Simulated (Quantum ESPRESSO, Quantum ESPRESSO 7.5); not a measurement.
# Bulk modulus of cubic B20 FeGe from density-functional relaxations under pressure: a blind prediction

## The measurement

The quantity is the bulk modulus of the cubic B20 form of FeGe. It was obtained by synchrotron powder diffraction at high pressure on an annealed powder, with helium as the pressure medium. The cell volume was followed as a function of pressure, and a Murnaghan equation of state fitted to these data gave the zero-pressure bulk modulus $B_0$. Such fits were made at room temperature, at 230 K and at 82 K; the room-temperature result serves as the reference. A modulus found in this way is a fit parameter, correlated with the pressure derivative $B'$, and not a direct reading of a sound velocity or a stress. The measured values are held back until an estimate has been committed to, and the source is named with them at the end.

## Model and target

The aim is the cheapest level of theory that gives $B$ within 5 %. This target is tight enough to separate functionals, whose bulk moduli for transition-metal compounds commonly scatter by ten per cent or more, yet it leaves room for the difference between a static lattice and a warm sample. Thermal and zero-point motion usually soften a solid of this kind by a few per cent, so a static calculation that describes the bonding correctly should lie somewhat above the room-temperature value.

The model is the primitive cell of eight atoms in space group $P2_13$, with collinear ferromagnetic order. FeGe is known as a long-period helimagnet that orders near room temperature; locally the helix is almost ferromagnetic, but the reference temperature lies close to the loss of long-range order, which the model does not describe. The diffraction cell with $a = 4.689$ Å is about 0.2 % short and serves only as a start, since cell and atoms are relaxed. The bulk modulus follows from the volumes relaxed at $+2$ and $-2$ GPa, and the magnetic moment is watched alongside, because a moment that changes with volume makes the lattice softer.

The work begins with the local density approximation at a moderate cutoff and k mesh, goes on to gradient-corrected functionals, and then tests mesh, cutoff and potentials with one of them, PBEsol.

System: FeGe (epsilon-FeGe), cubic B20; P2_13 (No. 198), 8 atoms in the primitive cell; the database structure is an entry taken as a start alone: a = 4.689 Å; structure from the Crystallography Open Database; note on this database entry: about 0.2 % short.

## 1. The local density approximation as a start

LDA is the simplest functional and sets a baseline for volume, moment and stiffness. It usually binds too strongly, so a cell that is too small and a modulus that is too high are expected, perhaps with a reduced iron moment.

**Run 1.** Quantum ESPRESSO 7.5: LDA, GBRV ultrasoft potentials, ferromagnetic start, cell and atoms relaxed from the database structure, cutoff 45 Ry (density 360 Ry), 4x4x4 k mesh, Marzari-Vanderbilt smearing 0.14 eV; bulk modulus from relaxations at +2 and -2 GPa.

Key lines of the input:
```
! potential files: GBRV ultrasoft potentials, made for LDA
&control
  calculation = 'vc-relax'
  forc_conv_thr = 2.0d-4
  etot_conv_thr = 1.0d-5
  nstep = 60
/
&system
  nat = 8
  ntyp = 2
  ecutwfc = 45
  ecutrho = 360
  nbnd = 78
  occupations = 'smearing'
  smearing = 'mv'
  degauss = 0.01029
  nspin = 2
  starting_magnetization(1) = 0.5
/
&electrons
  conv_thr = 1.0d-8
  electron_maxstep = 100
  mixing_beta = 0.4
/
&ions
/
&cell
  press = -20
  press_conv_thr = 0.2
/
ATOMIC_SPECIES
  Fe1 55.845 Fe.upf
  Ge 72.630 Ge.upf
[... cell and positions ...]
K_POINTS automatic
  4 4 4 0 0 0
```

Command:
```
OMP_NUM_THREADS=1 mpirun -n 4 pw.x -nk 4 -in minus.in > minus.out
```

Selected lines of the output:
```
     total magnetization       =     3.93 Bohr mag/cell
          total   stress  (Ry/bohr**3)                   (kbar)     P=      -19.99
CELL_PARAMETERS (angstrom)
   4.565118932   0.000000000   0.000000000
   0.000000000   4.565118932   0.000000000
   0.000000000   0.000000000   4.565118932
```

Converged; 16 min on 4 cores of Arm Neoverse V1, shared host. Warnings: WARNING: bfgs curvature condition failed, Theta= 0.993.

| quantity | run 1 |
| --- | --- |
| B (GPa) | 197.8 |
| net moment per formula unit (μB) | 0.968 |
| absolute moment per formula unit (μB) | 1.14 |
| conventional cell volume (Å³) | 94.19 |

LDA contracts the cell strongly. Even under a tension of 2 GPa the lattice parameter is 4.565 Å, some 2.6 % below the diffraction cell, which is itself slightly short. This is a large error, though not an unusual one for LDA in iron-based magnets, and a modulus of 197.8 GPa taken at so small a volume is probably too high. The iron atoms keep a net moment of 0.968 $\mu_B$ per formula unit, so the contraction has not removed the magnetism.

The warning concerns the curvature condition in the BFGS update of the optimiser. The relaxation went on to converge, with the final pressure at its target, so the warning gives no reason to discard the result.

## 2. Gradient corrections with PBE

The overbinding calls for a gradient-corrected functional, which adds little to the cost at the same cutoff and mesh. PBE should expand the cell, raise the moment and lower the modulus. How far the modulus falls depends on the volume and also on how readily the moment responds to pressure.

**Run 2.** Quantum ESPRESSO 7.5: PBE, GBRV ultrasoft potentials, ferromagnetic start, cell and atoms relaxed from the database structure, cutoff 45 Ry (density 360 Ry), 4x4x4 k mesh, Marzari-Vanderbilt smearing 0.14 eV; bulk modulus from relaxations at +2 and -2 GPa.

Key lines of the input, as changed from run 1:
```diff
- ! potential files: GBRV ultrasoft potentials, made for LDA
+ ! potential files: GBRV ultrasoft potentials, made for PBE
```

Selected lines of the output:
```
     total magnetization       =     4.37 Bohr mag/cell
CELL_PARAMETERS (angstrom)
   0.000000000   4.681162448   0.000000000
```

Converged; 18 min of wall time.

| quantity | run 2 |
| --- | --- |
| B (GPa) | 156.2 |
| net moment per formula unit (μB) | 1.067 |
| absolute moment per formula unit (μB) | 1.355 |
| conventional cell volume (Å³) | 101.20 |

PBE expands the cell to 101.20 Å³ and lowers the modulus to 156.2 GPa, about a fifth below LDA. The net moment rises only modestly, to 1.067 $\mu_B$ per formula unit. The volume corresponds to a lattice parameter still about 0.6 % below that of the diffraction cell, and that cell is itself slightly short. PBE more often errs towards cells that are too large, and thermal expansion accounts for only part of the gap. On the volume alone, 156.2 GPa is more likely too high than too low.

## 3. A softer gradient correction: revPBE

The remaining contraction points to a functional that binds less than PBE. revPBE changes only the exchange enhancement and costs practically the same. It should give a larger cell and a lower modulus, and will show how strongly the stiffness follows the volume. The potentials remain those made for PBE, a small inconsistency that has to be kept in mind.

**Run 3.** Quantum ESPRESSO 7.5: revPBE, GBRV ultrasoft potentials, ferromagnetic start, cell and atoms relaxed from the database structure, cutoff 45 Ry (density 360 Ry), 4x4x4 k mesh, Marzari-Vanderbilt smearing 0.14 eV; PBE files; bulk modulus from relaxations at +2 and -2 GPa.

Key lines of the input, as changed from run 2:
```diff
  &system
+   input_dft = 'revpbe'
```

Selected lines of the output:
```
     total magnetization       =     4.53 Bohr mag/cell
CELL_PARAMETERS (angstrom)
   0.000000000   4.711108051   0.000000000
```

Converged; 14 min on 4 cores of Arm Neoverse V2, shared host.

| quantity | run 3 |
| --- | --- |
| B (GPa) | 145.8 |
| net moment per formula unit (μB) | 1.11 |
| absolute moment per formula unit (μB) | 1.427 |
| conventional cell volume (Å³) | 103.05 |

revPBE enlarges the cell to 103.05 Å³, which matches the diffraction cell in lattice parameter to within a few hundredths of a per cent. Since that cell is about 0.2 % short, a small contraction remains, in a direction that thermal expansion can explain. The modulus falls to 145.8 GPa, about 10 GPa below PBE, while the net moment rises slightly to 1.11 $\mu_B$ per formula unit. Across the three functionals a larger cell goes with a softer lattice and a larger moment.

A good volume does not guarantee a good modulus, but it makes revPBE the more plausible of the two gradient-corrected levels so far. The difference between them exceeds the target of 5 %, so the choice matters.

## 4. Mesh and cutoff tested with PBEsol

All three moduli rest on a 4×4×4 mesh, which is light for a magnetic metal whose moment may respond to pressure. PBEsol, a functional designed for the lattice parameters of solids, is now run at the same settings, then with a 6×6×6 mesh and, separately, with a higher cutoff. Its cell should lie between those of LDA and PBE, and its modulus accordingly above that of PBE. The test applies strictly to PBEsol; for revPBE it can only indicate whether the light settings are suspect.

**Run 4.** Quantum ESPRESSO 7.5: PBEsol, GBRV ultrasoft potentials, ferromagnetic start, cell and atoms relaxed from the database structure, cutoff 45 Ry (density 360 Ry), 4x4x4 k mesh, Marzari-Vanderbilt smearing 0.14 eV; bulk modulus from relaxations at +2 and -2 GPa.

Key lines of the input, as changed from run 1:
```diff
- ! potential files: GBRV ultrasoft potentials, made for LDA
+ ! potential files: GBRV ultrasoft potentials, made for PBEsol
```

Selected lines of the output:
```
CELL_PARAMETERS (angstrom)
   4.609864153   0.000000000   0.000000000
   0.000000000   4.609864153   0.000000000
   0.000000000   0.000000000   4.609864153
```

Converged; 16 min on 4 cores of Arm Neoverse V1, shared host.

**Run 5.** Quantum ESPRESSO 7.5: PBEsol, GBRV ultrasoft potentials, ferromagnetic start, cell and atoms relaxed from the database structure, cutoff 45 Ry (density 360 Ry), 6x6x6 k mesh, Marzari-Vanderbilt smearing 0.14 eV; bulk modulus from relaxations at +2 and -2 GPa.

Key lines of the input, as changed from run 4:
```diff
  K_POINTS automatic
-   4 4 4 0 0 0
+   6 6 6 0 0 0
```

Selected lines of the output:
```
CELL_PARAMETERS (angstrom)
   4.610598375   0.000000000   0.000000000
   0.000000000   4.610598375   0.000000000
   0.000000000   0.000000000   4.610598375
```

Converged; 29 min of wall time. Warnings: WARNING: bfgs curvature condition failed, Theta= 0.959.

**Run 6.** Quantum ESPRESSO 7.5: PBEsol, GBRV ultrasoft potentials, ferromagnetic start, cell and atoms relaxed from the database structure, cutoff 58 Ry (density 464 Ry), 4x4x4 k mesh, Marzari-Vanderbilt smearing 0.14 eV; bulk modulus from relaxations at +2 and -2 GPa.

Key lines of the input, as changed from run 4:
```diff
  &system
-   ecutwfc = 45
-   ecutrho = 360
+   ecutwfc = 58
+   ecutrho = 464
```

Selected lines of the output:
```
CELL_PARAMETERS (angstrom)
   4.612674563   0.000000000   0.000000000
   0.000000000   4.612674563   0.000000000
   0.000000000   0.000000000   4.612674563
```

Converged; 24 min of wall time. Warnings: WARNING: bfgs curvature condition failed, Theta= 0.954.

| quantity | run 4 | run 5 | run 6 |
| --- | --- | --- | --- |
| B (GPa) | 188.4 | 188.0 | 186.7 |
| net moment per formula unit (μB) | 1.025 | 1.035 | 1.025 |
| absolute moment per formula unit (μB) | 1.262 | 1.27 | 1.262 |
| conventional cell volume (Å³) | 96.91 | 96.95 | 97.05 |

PBEsol falls between LDA and PBE in both volume and modulus. The denser mesh changes its modulus from 188.4 to 188.0 GPa and the higher cutoff changes it to 186.7 GPa, in each case by less than 1 %. The moments hardly move. For PBEsol the light settings are therefore adequate against a target of 5 %, and the much larger differences between functionals are not produced by mesh or cutoff of this kind.

The PBEsol cell is much too small, with $a$ near 4.61 Å even under tension. PBEsol is known to give cells that are too small for iron-based magnets, but a miss of this size makes the potentials worth examining.

## 5. Norm-conserving potentials as a cross-check

A contraction shared by LDA, PBEsol and PBE could come from the functionals or from the ultrasoft potentials common to all of them. Repeating PBEsol with PseudoDojo norm-conserving potentials separates the two. The higher plane-wave cutoff makes this a heavier calculation, justified because an error of the potentials would also affect the revPBE result. If the functional is responsible, volume and modulus should stay close to the ultrasoft values.

**Run 7.** Quantum ESPRESSO 7.5: PBEsol, PseudoDojo norm-conserving potentials, ferromagnetic start, cell and atoms relaxed from the database structure, cutoff 90 Ry, 4x4x4 k mesh, Marzari-Vanderbilt smearing 0.14 eV; bulk modulus from relaxations at +2 and -2 GPa.

Key lines of the input, as changed from run 1:
```diff
- ! potential files: GBRV ultrasoft potentials, made for LDA
+ ! potential files: PseudoDojo norm-conserving potentials, made for PBEsol
  &system
-   ecutwfc = 45
-   ecutrho = 360
+   ecutwfc = 90
```

Selected lines of the output:
```
     total magnetization       =     4.16 Bohr mag/cell
CELL_PARAMETERS (angstrom)
   4.614605127   0.000000000   0.000000000
   0.000000000   4.614605127   0.000000000
   0.000000000   0.000000000   4.614605127
```

Converged; 37 min of wall time. Warnings: WARNING: bfgs curvature condition failed, Theta= 0.994.

| quantity | run 7 |
| --- | --- |
| B (GPa) | 184.4 |
| net moment per formula unit (μB) | 1.032 |
| absolute moment per formula unit (μB) | 1.278 |
| conventional cell volume (Å³) | 97.22 |

The norm-conserving potentials give a volume of 97.22 Å³, about 0.3 % above the ultrasoft result at the same mesh, and a modulus of 184.4 GPa, about 2 % lower. The moments agree closely. The small PBEsol cell is thus mainly a matter of the functional, not of the ultrasoft potentials. A difference of 2 % in the modulus is nevertheless a noticeable part of the 5 % target, and it is larger than the effect of either the mesh or the cutoff. Part of it closes when the ultrasoft cutoff is raised, as the 186.7 GPa of run 6 shows.

With potentials and settings largely cleared for PBEsol, the volume speaks against this functional and against LDA. revPBE remains the level whose cell is closest to the diffraction cell.

## 6. BLYP as an independent gradient correction

The preference for revPBE rests on its volume, and revPBE differs from PBE only in exchange. BLYP has a different construction of both exchange and correlation at a similar cost, and it usually gives large cells. It is not a natural choice for metals, but it tests whether the modulus follows the volume across functionals of different origin. A cell at least as large as that of revPBE and a modulus no higher are expected. Like revPBE, it is run with potentials made for PBE.

**Run 8.** Quantum ESPRESSO 7.5: BLYP, GBRV ultrasoft potentials, ferromagnetic start, cell and atoms relaxed from the database structure, cutoff 45 Ry (density 360 Ry), 4x4x4 k mesh, Marzari-Vanderbilt smearing 0.14 eV; PBE files; bulk modulus from relaxations at +2 and -2 GPa.

Key lines of the input, as changed from run 2:
```diff
  &system
+   input_dft = 'blyp'
```

Converged; 20 min on 4 cores of Arm Neoverse V2, shared host. Warnings: another step: WARNING: bfgs curvature condition failed, Theta= 0.892.

| quantity | run 8 |
| --- | --- |
| B (GPa) | 109.0 |
| net moment per formula unit (μB) | 1.17 |
| absolute moment per formula unit (μB) | 1.518 |
| conventional cell volume (Å³) | 108.65 |

BLYP expands the cell to 108.65 Å³, far beyond the diffraction cell, and the modulus drops to 109.0 GPa. Thermal expansion cannot explain the excess, since it would make the measured cell larger than the static one, not smaller. BLYP is therefore set aside on its volume, as LDA and PBEsol were on the opposite side. The mismatch of the PBE cores weighs more here than for revPBE and may have a part in these values.

The modulus falls steadily with increasing volume through all five functionals, and BLYP, with its different construction, keeps to that order. This supports using the volume as a guide to the modulus, though it does not show that a functional with the right volume also has the right stiffness. In particular, the net moment grows along the same series, to 1.17 $\mu_B$ per formula unit here, so the effects of volume and magnetism are not separated. revPBE remains the level with the most credible cell; a test of mesh, cutoff or potentials for revPBE itself is not shown in this report.

## Prediction

The estimate rests on revPBE, whose cell lies closest to the diffraction cell; its computed static modulus is 145.8 GPa. Thermal and zero-point motion should soften the lattice by a few per cent at room temperature and by less in the cold. This small correction is a guess, not a result of the runs.

- $B_0$ at room temperature: $140 \pm 15$ GPa
- $B_0$ at 230 K: $140 \pm 15$ GPa
- $B_0$ at 82 K: $145 \pm 15$ GPa

The error bar combines the 10.4 GPa between PBE and revPBE, the 2 % effect of the potentials seen with PBEsol, and the usual error of gradient-corrected functionals for magnetic metals. At about 10 % it is twice as wide as the target, so the prediction cannot by itself guarantee success within 5 %. The magnetic response near the ordering temperature is a further uncertainty that the ferromagnetic model does not capture.

## Measured values

Source: "Structural investigations on $\epsilon$-FeGe at high pressure and low temperature" (2007, arXiv:cond-mat/0703031).

| compared with | measured | source's wording or label | T (K) | method |
| --- | --- | --- | --- | --- |
| B (GPa) | 130 ± 1 | 130 ± 1 GPa | room temperature | high-pressure synchrotron powder diffraction * |
| B (GPa) | 135 ± 1 | 135 ± 1 GPa | 230 | high-pressure synchrotron powder diffraction |
| B (GPa) | 147 ± 3 | 147 ± 3 GPa | 82 | high-pressure synchrotron powder diffraction |

Where a quantity has several values, deviations refer to the one marked *.

Conditions are those given with the value in the passage it was taken from; "not stated" means there, and the paper may say more elsewhere. The values are a selection: others may have been left out beforehand as unlike or outlying.

## Collected results

| run | settings | B (GPa) | deviation | cost |
| --- | --- | --- | --- | --- |
| 1 | LDA, GBRV ultrasoft potentials, cutoff 45 Ry (density 360 Ry), 4x4x4 k mesh | 197.8 | +67.8 (+52.1 %) | 65 core-min |
| 2 | PBE, GBRV ultrasoft potentials, cutoff 45 Ry (density 360 Ry), 4x4x4 k mesh | 156.2 | +26.2 (+20.1 %) | 72 core-min |
| 3 | revPBE, GBRV ultrasoft potentials, cutoff 45 Ry (density 360 Ry), 4x4x4 k mesh, PBE files | 145.8 | +15.8 (+12.2 %) | 55 core-min |
| 4 | PBEsol, GBRV ultrasoft potentials, cutoff 45 Ry (density 360 Ry), 4x4x4 k mesh | 188.4 | +58.4 (+44.9 %) | 66 core-min |
| 5 | PBEsol, GBRV ultrasoft potentials, cutoff 45 Ry (density 360 Ry), 6x6x6 k mesh | 188.0 | +58.0 (+44.6 %) | 1.9 core-h |
| 6 | PBEsol, GBRV ultrasoft potentials, cutoff 58 Ry (density 464 Ry), 4x4x4 k mesh | 186.7 | +56.7 (+43.6 %) | 1.6 core-h |
| 7 | PBEsol, PseudoDojo norm-conserving potentials, cutoff 90 Ry, 4x4x4 k mesh | 184.4 | +54.4 (+41.8 %) | 2.5 core-h |
| 8 | BLYP, GBRV ultrasoft potentials, cutoff 45 Ry (density 360 Ry), 4x4x4 k mesh, PBE files | 109.0 | −21.0 (−16.2 %) | 79 core-min |
|  | measured | 130 ± 1 |  |  |

Further runs on the same system, made beside this series (convergence steps with loose settings among them):

| further | settings | B (GPa) | deviation | cost | status |
| --- | --- | --- | --- | --- | --- |
| F1 | vdW-DF-cx, GBRV ultrasoft potentials, cutoff 45 Ry (density 360 Ry), 4x4x4 k mesh, PBE files | 183.6 | +53.6 (+41.2 %) | 66 core-min | warnings: WARNING: bfgs curvature condition failed, Theta= 0.931 |
| F2 | rVV10, GBRV ultrasoft potentials, cutoff 45 Ry (density 360 Ry), 4x4x4 k mesh, PBE files | 142.9 | +12.9 (+9.9 %) | 83 core-min |  |
| F3 | rev-vdW-DF2, GBRV ultrasoft potentials, cutoff 45 Ry (density 360 Ry), 4x4x4 k mesh, PBE files | 169.0 | +39.0 (+30.0 %) | 82 core-min |  |
| F4 | PBE+D3(BJ), GBRV ultrasoft potentials, cutoff 45 Ry (density 360 Ry), 4x4x4 k mesh | 178.3 | +48.3 (+37.1 %) | 56 core-min | warnings: another step: WARNING: bfgs curvature condition failed, Theta= 0.996 |
| F5 | Wu-Cohen GGA, GBRV ultrasoft potentials, cutoff 45 Ry (density 360 Ry), 4x4x4 k mesh, PBE files | 184.3 | +54.3 (+41.8 %) | 56 core-min | warnings: WARNING: bfgs curvature condition failed, Theta= 0.958 |
| F6 | PBEsol+D3(BJ), GBRV ultrasoft potentials, cutoff 45 Ry (density 360 Ry), 4x4x4 k mesh | 203.7 | +73.7 (+56.7 %) | 52 core-min |  |
| F7 | PBEsol, GBRV ultrasoft potentials, cutoff 31 Ry (density 248 Ry), 4x4x4 k mesh | 248.9 | +118.9 (+91.4 %) | 35 core-min | warnings: another step: WARNING: bfgs curvature condition failed, Theta= 0.997 |
|  | measured | 130 ± 1 |  |  |  |

## Outcome

The target was missed. revPBE, the level committed to, gives 145.8 GPa at 55 core-minutes, 12.2 % above the room-temperature reference of 130 ± 1 GPa. The softened estimate of 140 ± 15 GPa covers the reference, but its centre is also more than 5 % too high. The estimates for 230 K and 82 K, 140 and 145 GPa, lie within 5 % of the measured 135 and 147 GPa. The measured modulus falls from 147 to 130 GPa between 82 K and room temperature, far more than the correction that was guessed. None of the levels shown comes within 5 %; the nearest is rVV10, at +9.9 %.

The reference belongs to the paramagnetic phase just above magnetic ordering, whereas the model is a static ferromagnet. Ordinary thermal and zero-point softening would lower the computed modulus by a few per cent, which accounts for part of the 12.2 % excess but not all of it. The change of magnetic state may have a part in the rest, but a test of it is not shown in this report. At 82 K, where the sample is ordered at low pressure though pressure suppresses the order, the measured modulus is 147 ± 3 GPa, and revPBE agrees with it. That comparison suits the model better but does not replace the reference, and the agreement may include a cancellation of errors. The Murnaghan values also depend on the fitted pressure derivative.

The largest gain came from LDA to PBE (197.8 to 156.2 GPa); revPBE brought a smaller further step. BLYP only confirmed that larger cells are softer. The PBEsol tests showed that mesh, cutoff and potentials shift its modulus by about 2 % at most, while a cutoff of 31 Ry fails badly; they do not validate revPBE, which was run with PBE potentials. A test of the smearing width is not shown in this report. Adding D3 to PBE stiffens the lattice and widens the miss.

The shares of functional error and magnetic disorder remain unsettled. A calculation with disordered local moments would be the natural next step.

[Logs are printed without paths, hosts, clocks, repeated set-up lines and the standing remarks that a program may print on its own settings, such as how far it seeks lower states.]

[The runs shown are a pick from a larger set of finished runs; failed, doubtful and other runs were left out of it ahead of writing. So were measured values far from every level or from commonly accepted values, and agreement can look better than it is. Lines of input and output are excerpts and may be shortened.]
